A laboratory that wants to follow iron in aluminium nitride by magnetic resonance has to decide which nuclei cause the splittings it sees. The tempting rule is that the strongest couplings belong to the nearest atoms. In this calculation the rule fails: one group of aluminium atoms in the second shell couples about twice as strongly as the nitrogen atoms bonded to the iron. Much of that lead probably comes from the small cell, as argued below. Even without it, some second-shell aluminium matches the bonded nitrogen, so strength alone cannot assign a line.

The isotropic hyperfine constant depends on the spin found exactly at the nucleus. Electrons in s orbitals have density there, while p and d orbitals vanish at that point. The site moment is a different measure, because it counts all the spin in a sphere around the atom, whatever the orbital. Nuclei also differ in how strong a magnet they are. A tiny moment in an s orbital, next to a strongly magnetic nucleus, can therefore match a much larger moment in a p orbital next to a weak one.

Ansatz 0.2.0, PBE with plane waves and default PAW datasets, scalar-relativistic, spin-polarised; cutoff 420 eV, k-mesh 4x4x2. Neutral Fe on an Al site in a 32-atom AlN supercell, atoms relaxed in a fixed cell. The hyperfine constant A is defined by H = A I·S with S = 5/2 and comes from the contact spin density alone, with responding cores.

```
atom  like atoms  distance from the defect (Å)  site moment (muB)  mass number  isotropic hyperfine constant (MHz)
 Fe1           1                          0.01               3.41           57                               -12.6
 N26           3                          1.94               0.16           14                                 4.1
 N17           1                          1.97               0.14           14                                 3.6
 Al9           3                          3.08               0.00           27                                 2.6
Al10           3                          3.09               0.00           27                                 3.9
 N18           1                          3.09               0.01           14                                 0.2
 Al3           3                          3.11               0.01           27                                 8.5
 N32           1                          3.64               0.00           14                                -0.1
Al15           1                          4.37               0.00           27                                 0.2
 N20           3                          4.38               0.01           14                                 0.5
 N25           3                          4.75               0.01           14                                 0.4
 Al2           1                          4.97               0.00           27                                 0.5
 N31           1                          5.67               0.00           14                                 0.2
 Al4           3                          5.87               0.00           27                                 0.6
```

The atoms were relaxed in this run, but the cell kept its size and is left under a pressure of about 5 GPa, which may shift the constants somewhat.

The first row is the iron itself. Its site moment of 3.41 μB is only the part of the spin that lies inside the iron sphere. The whole cell carries 5 μB, as it should for Fe³⁺ with five d electrons of parallel spin. The d orbitals that hold this spin have no density at the nucleus, so they cannot produce the coupling directly.

They act through the inner s shells, by the effect known as core polarisation. In the 1s and 2s shells, exchange draws the electrons whose spin is parallel to the d shell outwards, towards that shell, and leaves an excess of the opposite spin at the nucleus. The 3s shell works the other way but is outweighed. This is the standard explanation of the negative sign in high-spin Fe³⁺. The value of −12.6 MHz is probably too small in size, because semilocal functionals underestimate core polarisation. It also looks modest because ⁵⁷Fe is a weak nuclear magnet: the spin density at its nucleus is about seven times that at the bonded nitrogen N26, and opposite in sign.

Next come the four bonded nitrogen atoms, three like N26 and one N17. Each points a filled orbital at the iron. The iron d orbitals of one spin are full and those of the other spin are empty, so only nitrogen electrons of the second kind can spread into the d shell. What stays behind on the nitrogen is a small excess of the iron's own spin direction, and the positive constants of about 4 MHz agree with that. The functional spreads defect states too far, so this transferred spin is probably somewhat too large.

From any one iron atom, each aluminium near 3.1 Å is reached through a single nitrogen atom, and little spin gets that far. For Al9 and Al10 the site moment rounds to zero in the table; with more digits, that of N26 is about 45 times that of Al10. Yet N26 and Al10 have almost equal hyperfine constants. Whatever spin reaches the aluminium must be far more effective at the nucleus than the spin on the nitrogen.

Part of the reason is nuclear. The ²⁷Al nucleus is a stronger magnet than ¹⁴N by a factor of about 3.5. For each unit of site moment, however, Al10 has a constant 43 times that of N26. After division by the nuclear factor, a factor of about 12 is left, since 43 / 3.5 ≈ 12, and the main candidate for it is the kind of orbital that holds the spin.

A simple model puts this idea to the test by supposing that all the spin in a sphere sits in the valence s orbital. Let a be the hyperfine constant of a free atom with one unpaired electron in that orbital, and m the site moment in μB, which equals the number of unpaired electrons in the sphere. The atom then couples as strongly as a fraction m of one s electron, whose spin is 1/2. The constant A in the table refers instead to the total spin of the defect, which is 5/2. Both descriptions must give the same energy, so

A × 5/2 = a × m × 1/2

A = a × m / 5

For aluminium a is roughly 3900 MHz and for nitrogen roughly 1800 MHz, both rough recalled values. The estimate for Al10 is then

A ≈ 3900 MHz × 0.00346 / 5 ≈ 2.7 MHz

The calculation gives 3.9 MHz. No constant of the model was adjusted to the table, so this row is a fair trial. The same step for N26 gives about 57 MHz, where the calculation gives 4.1 MHz.

The contrast between these two results carries the explanation. For the three kinds of aluminium near 3.1 Å, the computed constant is 1.1 to 1.5 times the model value, so an appreciable part of their spin must be of s type. For the bonded nitrogen it is only about 0.07 times the model value, so most of the spin there must be of p type. The comparison for all rows except the iron is in the output after this text.

Chemistry makes this division plausible. The nitrogen orbital that points at the iron is built mostly from 2p, with some 2s mixed in. On the aluminium side, the lowest empty orbital that can take up a little of the spin is 3s. The ratios should still be read as orders of magnitude only. A sphere cuts off part of a diffuse aluminium orbital, which is a likely reason why the model falls short there. For the same reason, a ratio near one does not prove that all the spin on the aluminium is s spin.

N18 offers a check that needs hardly any model. It lies at the same distance as Al10 but is not bonded to the iron, and its site moment is more than twice that of Al10. Even so, its constant is only 0.2 MHz. A value this small is uncertain by its own size, but even twice as much, raised by the nuclear factor of 3.5, gives only 1.4 MHz, still well below the 3.9 MHz of Al10. Neither distance nor the amount of spin can explain this difference, which leaves the kind of orbital that holds the spin as the likely cause.

Al3, with 8.5 MHz, is the row that breaks the rule of the nearest atom most visibly, and much of its lead probably comes from the small cell. The calculation repeats the defect periodically, and in the plane of the layers the next iron atom is 6.23 Å away. Al3 sits at 3.11 Å, exactly halfway, so it receives spin from two iron atoms. Its site moment is accordingly about twice the average of Al9 and Al10.

If the two contributions simply add, and each is as large as the average constant of Al9 and Al10, Al3 should have 6.5 MHz. That accounts for most of the computed value. The remaining 2 MHz is left open: in so small a cell it is no evidence of a special path for spin within the layer, and a larger cell would be needed to look for one. Around a single isolated iron atom, each such aluminium would have one source instead of two, and half of 8.5 MHz is about 4 MHz. That would put it level with Al10 and with the bonded nitrogen.

Al9 and Al10 also differ, with 2.6 against 3.9 MHz at almost the same distance. They lie in the layers on either side of the iron: one group is linked to it through N17, the other through the nitrogen atoms like N26. The two routes need not carry spin equally well, but the calculation does not show what makes the difference.

Beyond 3.5 Å no constant in the table exceeds 0.6 MHz in size. Values this small are too uncertain to be ranked, and the minus sign of N32 should not be interpreted. Several of these atoms also feel more than one iron atom; Al2, for example, lies midway between two of them along the crystal axis. These rows show that the coupling has become weak, but they do not give the law by which it fades around an isolated defect.

For the assignment of lines, this means that a coupling of a few MHz may belong to bonded nitrogen or to second-shell aluminium, and its size alone does not tell them apart. The nuclear species has to be identified first, for instance from the way the line shifts with the applied field. Only then can the strength help to tell bonded nitrogen, or second-shell aluminium, from atoms of the same kind further out. The constants here are also the isotropic part alone. The p-type spin on the bonded nitrogen and the magnetic dipole of the iron add a part that changes with the orientation of the crystal, and the quadrupole moments of ¹⁴N and ²⁷Al shift the lines as well. The 4 MHz should therefore be compared with the isotropic constant extracted from the whole spectrum, not with the position of a single line.

The same reasoning can be applied to another site near such a defect. Take the spin that reaches the atom, counted in unpaired electrons, and ask how much of it is in an s orbital. Multiply that part by the constant of the free atom, and divide by the number of unpaired electrons of the whole defect, which is five here. A large moment on an atom whose bonding orbitals are mostly p can then give a small constant, and a moment too small to appear in a table can give one just as large.

Printed output of the fit:

```
Contact density and all-s model:
   row  distance in angstrom  site moment in muB  A in MHz  contact spin density relative to N26  A in MHz if all sphere spin were s (0 for Fe means not modelled)
   Fe1                  0.01               3.409     -12.6                                -6.805                                                                 0
   N26                  1.94               0.157       4.1                                     1                                                             56.53
   N17                  1.97              0.1409       3.6                                 0.878                                                             50.73
   Al9                  3.08            0.003098       2.6                                0.1787                                                             2.417
  Al10                  3.09            0.003459       3.9                                0.2681                                                             2.698
   N18                  3.09            0.007684       0.2                               0.04878                                                             2.766
   Al3                  3.11            0.007355       8.5                                0.5843                                                             5.737
   N32                  3.64            0.001988      -0.1                              -0.02439                                                            0.7158
  Al15                  4.37           0.0002617       0.2                               0.01375                                                            0.2041
   N20                  4.38            0.008727       0.5                                 0.122                                                             3.142
   N25                  4.75            0.007008       0.4                               0.09756                                                             2.523
   Al2                  4.97           0.0005347       0.5                               0.03437                                                            0.4171
   N31                  5.67            0.002568       0.2                               0.04878                                                            0.9243
   Al4                  5.87           0.0005659       0.6                               0.04124                                                            0.4414
Computed A over all-s model for the Al rows in table order: 1.076, 1.445, 1.482, 0.9797, 1.199, 1.359
Computed A over all-s model for the N rows in table order: 0.07252, 0.07096, 0.0723, -0.1397, 0.1591, 0.1586, 0.2164
A of Al3 over A of N26: 2.073
Contact density of N26 over that of Al3: 1.712
Site moment of N26 over that of Al10: 45.4
A per site moment of Al10 over that of N26: 43.18
Nuclear factor of Al over that of N: 3.548
Contact density of Fe1 relative to N26: -6.805
Half of the in-plane cell edge in angstrom: 3.113
Twice the mean A of Al9 and Al10 in MHz: 6.5
A of Al3 over the mean of Al9 and Al10: 2.615
Site moment of Al3 over the mean of Al9 and Al10: 2.243
Spin on the four bonded N spheres together in muB: 0.612
Largest size of A beyond 3.5 angstrom in MHz: 0.6
```
